**Q:** I am thinking of InSe as a transistor channel, and I need its band gap for a leakage estimate. For one and the same crystal I have been handed several gaps. Does the spread matter to me?

InSe, 8-atom cell, space group P6_3/mmc, a = 4.018 Å, c = 16.926 Å, relaxed with r2SCAN+rVV10 and then held fixed. Ansatz 0.2.0, plane-wave PAW, no spin polarisation, cutoff 420 eV (r2SCAN 500 eV), k mesh 12×12×2 for PBE, r2SCAN and LDA, 6×6×2 for HSE06, PBE0 and Hartree-Fock. Gaps are the smallest over the mesh and the high-symmetry points.

```csv
level of theory,band gap (eV),least direct gap (eV),rough cost in core time (min)
PBE,0.449,0.449,1.3
r2SCAN,0.879,0.879,1.8
HSE06,1.195,1.195,21
PBE0,1.785,1.785,21
LDA,?,?,?
Hartree-Fock,?,?,?
```

**A:** It matters a great deal. The density of thermally excited carriers in an undoped channel falls as exp(−E/2kT), where E is the gap, k Boltzmann's constant and T the temperature. HSE06 puts the gap 0.75 eV above PBE. At 300 K, with equal band masses, a device model fed with the PBE gap would therefore contain about two million times as many intrinsic carriers as one fed with the HSE06 gap. Any leakage that scales with those carriers inherits the factor.

**Q:** The atoms sit in the same places in every row. What opens the gap?

**A:** Mainly the treatment of exchange, the quantum effect that keeps electrons of like spin apart. An electron in a filled band is surrounded by a hole, a region from which one electron's worth of like-spin charge is absent. It feels less repulsion there, so its level is lowered. An electron placed in an empty band exchanges much more weakly with the filled states and gains less.

Exact exchange keeps this difference between filled and empty levels. PBE replaces it by a local potential that is the same for both, and much of the difference is lost. Mixing in some exact exchange therefore pulls the filled levels down relative to the empty ones, and the gap opens.

**Q:** HSE06 and PBE0 both mix in a quarter of exact exchange. Why do they disagree?

**A:** They mix it in over different distances. HSE06 replaces a quarter of PBE exchange only where two electrons are close, whereas PBE0 does so at every distance. The step from PBE to HSE06 thus measures the short-range effect, 0.75 eV, and the step from HSE06 to PBE0 the long-range one, 0.59 eV. Nearly half of what PBE0 adds to the PBE gap comes from the distant part.

**Q:** That is a lot for electrons that are far apart. Is it plausible?

**A:** Theory gives a ceiling to hold it against. The long-range part of the repulsion between two electrons at distance r is erf(ωr)/r, with ω about 0.11 per bohr in HSE06. This function is largest at r = 0, where it equals 2ω/√π. Exchange lowers a level by a sum of terms, one for each filled state, and none of them is negative. If the sum ran over all states, filled and empty, it would give exactly that largest value.

Full long-range exchange can therefore lower a filled level by at most 2ω/√π, and by itself it cannot raise an empty one. For a quarter of exact exchange the gap can open by at most ¼ × 2 × 0.11/√π = 0.031 hartree, or 0.84 eV. The computed 0.59 eV is about 70 % of this. The ceiling holds for fixed orbitals and leaves out the PBE exchange that is removed in return. The computed value also carries an error from the k mesh, with which long-range exchange converges slowly. The percentage is therefore a check of size and not a measured property of InSe.

The ceiling contains the mixing share and ω, but no property of the crystal. It applies just as well to a neighbouring semiconductor. The short-range part has no such simple bound, because its share of the repulsion grows without limit as r goes to zero.

**Q:** r2SCAN has no exact exchange, yet it also opens the gap.

**A:** It does so by another route. Its energy depends on the kinetic-energy density as well as on the density and its gradient, so its potential can act differently on different orbitals. Together with a different dependence on the gradient, this lifts the gap 0.43 eV above PBE. It takes roughly 1.4 times the core time, against about 16 times for HSE06, even though r2SCAN was run with a higher plane-wave cutoff, 500 eV against 420 eV. HSE06 was run on a coarser k mesh than the other two, so on equal meshes its cost ratio should be larger still. Because r2SCAN starts from a different semilocal description, I keep it off the line that I draw through the exact-exchange levels.

**Q:** Then use that line. What should full Hartree-Fock give?

**A:** I assume that the gap grows in proportion to the share of exact exchange. PBE0 has a quarter of it and lies 1.336 eV above PBE. Hartree-Fock has all of it, so the estimate is 0.449 + 4 × 1.336 = 5.79 eV. The line is calibrated on PBE, HSE06 and PBE0 and meets these three exactly by construction, so they do not test it.

My forecast is about 5.8 eV, the highest gap by far, with a range of 5.0 to 7.0 eV. The range is wide for two reasons. The orbitals will adjust to the stronger exchange, and Hartree-Fock drops the correlation that PBE0 still contains. I make no forecast on whether the gap stays direct, that is, whether both band edges stay at the same wave vector.

**Q:** And LDA?

**A:** LDA has no exact exchange either, and it also lacks PBE's dependence on the density gradient. At a fixed lattice, semiconductors with an s-like conduction edge tend to have a slightly smaller gap in LDA than in PBE. I take 0.1 eV for the difference, a rough recalled habit that the table does not supply. That makes LDA the lowest of all, at about 0.35 eV, with a range of 0.15 to 0.50 eV.

**Q:** Let us see the computed values.

The withheld rows as computed:

```csv
level of theory,band gap (eV),least direct gap (eV),rough cost in core time (min)
LDA,0.219,0.219,0.75
Hartree-Fock,6.740,6.806,25
```

**A:** Both fall inside their ranges and at the forecast ends of the order, but both central values are off. LDA gives 0.22 eV, so my estimate was 0.13 eV too high. Hartree-Fock gives 6.74 eV, so the line was 0.95 eV too low, which is 14 % of the computed gap. The printed analysis below sets out the comparison.

**Q:** What went wrong with LDA?

**A:** The direction was right and the size was not. The gradient correction in PBE is worth 0.23 eV here, more than twice what I had allowed. It changes the potential most where the density varies quickly, and the two band-edge states may sample such regions differently. In InSe the conduction edge is usually described as having much indium s character, which would make it sensitive to this correction. That is my guess at why the shift is large, since no orbital was examined.

**Q:** The Hartree-Fock miss is larger. Does the straight line fail?

**A:** It bends upwards. The first quarter of exact exchange opens the gap by 1.34 eV. The remaining three quarters open it by (6.74 − 1.785)/3 = 1.65 eV each on average. The line still gets the scale right, because the full opening is only 18 % larger than four times that of PBE0.

One possible cause is feedback. Stronger exchange may draw the filled orbitals closer to the atoms, and more compact orbitals have stronger exchange. Another is that the last step also removes correlation, so Hartree-Fock is not strictly the end point of the family that begins with PBE and PBE0. These four levels cannot separate the two causes. The k mesh is a less likely one. PBE0 and Hartree-Fock were run on the same mesh, and an error in proportion to the share of exchange would tilt the line without bending it.

**Q:** Could I have started from HSE06 alone?

**A:** You would have gone much further astray. Extending only the short-range effect gives 0.449 + 4 × 0.746 = 3.43 eV, about half the computed Hartree-Fock gap. The distant part, which HSE06 leaves to PBE, has to be carried along.

**Q:** In the Hartree-Fock row the two gaps are no longer equal.

**A:** The band gap there is 0.07 eV smaller than the least direct gap, the smallest one at a single wave vector. On the sampled points, then, the highest filled and lowest empty levels lie at different wave vectors. In the other five rows the two gaps agree. Exchange does not shift the levels at every wave vector by the same amount, so at full strength it can change which wave vector holds a band edge. The difference is small, though, and was found on a coarse k mesh, so a finer one might remove it. My line was drawn through direct gaps, and held against the least direct gap it misses by 0.07 eV more.

**Q:** If Hartree-Fock treats exchange exactly, why is its gap useless for my channel?

**A:** Because exact exchange is only part of the physics. When an electron is added to or removed from a real crystal, the other electrons shift and screen its charge. Hartree-Fock levels leave this response out, so exchange acts at full strength at every distance and the gap comes out far too large. A hybrid imitates screening by using only a fraction of the exchange.

Screening is most effective at long distance. The electronic dielectric constant of InSe is roughly 7, a recalled value, so about a seventh of the bare interaction survives there. PBE0 keeps a quarter, which is too much, and HSE06 keeps none, which is too little, so this argument alone does not choose between them. The measured gap does. It is roughly 1.3 eV, again recalled, which puts HSE06 about 0.1 eV too low and PBE0 about half an electronvolt too high. The good agreement of HSE06 may owe something to errors that cancel.

For your leakage estimate, take the measured gap if your film is many layers thick and stacked like this crystal. HSE06 is the best stand-in among these levels, but even 0.1 eV changes the number of intrinsic carriers about sevenfold at room temperature. In films of only a few layers the gap is wider, and neither value applies.

The analysis program printed:

```
r2SCAN gap less PBE gap (eV): 0.43
short-range part, HSE06 less PBE (eV): 0.746
long-range part, PBE0 less HSE06 (eV): 0.59
whole opening, PBE0 less PBE (eV): 1.336
long-range share of the PBE0 opening (percent): 44.16
ceiling of the nonlocal long-range part at fixed orbitals (eV): 0.8444
computed long-range part over this ceiling: 0.6987
forecast for LDA (eV): 0.349
forecast for Hartree-Fock (eV): 5.793
rival for Hartree-Fock, short-range exchange only (eV): 3.433
fit of rung_band_gap on 3 rows (family > 0): coefficient of ladder 1 +/- 1e-16; rms 1.84e-16, worst HSE06 -2.22e-16, leave-one-out rms 2.87e-16
  rows outside the fit (model, value, miss): r2SCAN 0.449, 0.879, -0.43; LDA 0.349, 0.219, 0.13; Hartree-Fock 5.793, 6.74, -0.947
LDA gap less PBE gap, computed (eV): -0.23
Hartree-Fock gap less PBE gap, computed (eV): 6.291
Hartree-Fock opening over four times the PBE0 opening: 1.177
Hartree-Fock gap over PBE0 gap: 3.776
direct or indirect:
           row  least direct gap less band gap (eV)
           PBE                                    0
        r2SCAN                                    0
         HSE06                                    0
          PBE0                                    0
           LDA                                    0
  Hartree-Fock                                0.066
intrinsic carrier density at 300 K, PBE gap over HSE06 gap, power of ten: 6.266
cost of HSE06 over PBE: 16.15
cost of r2SCAN over PBE: 1.385
```
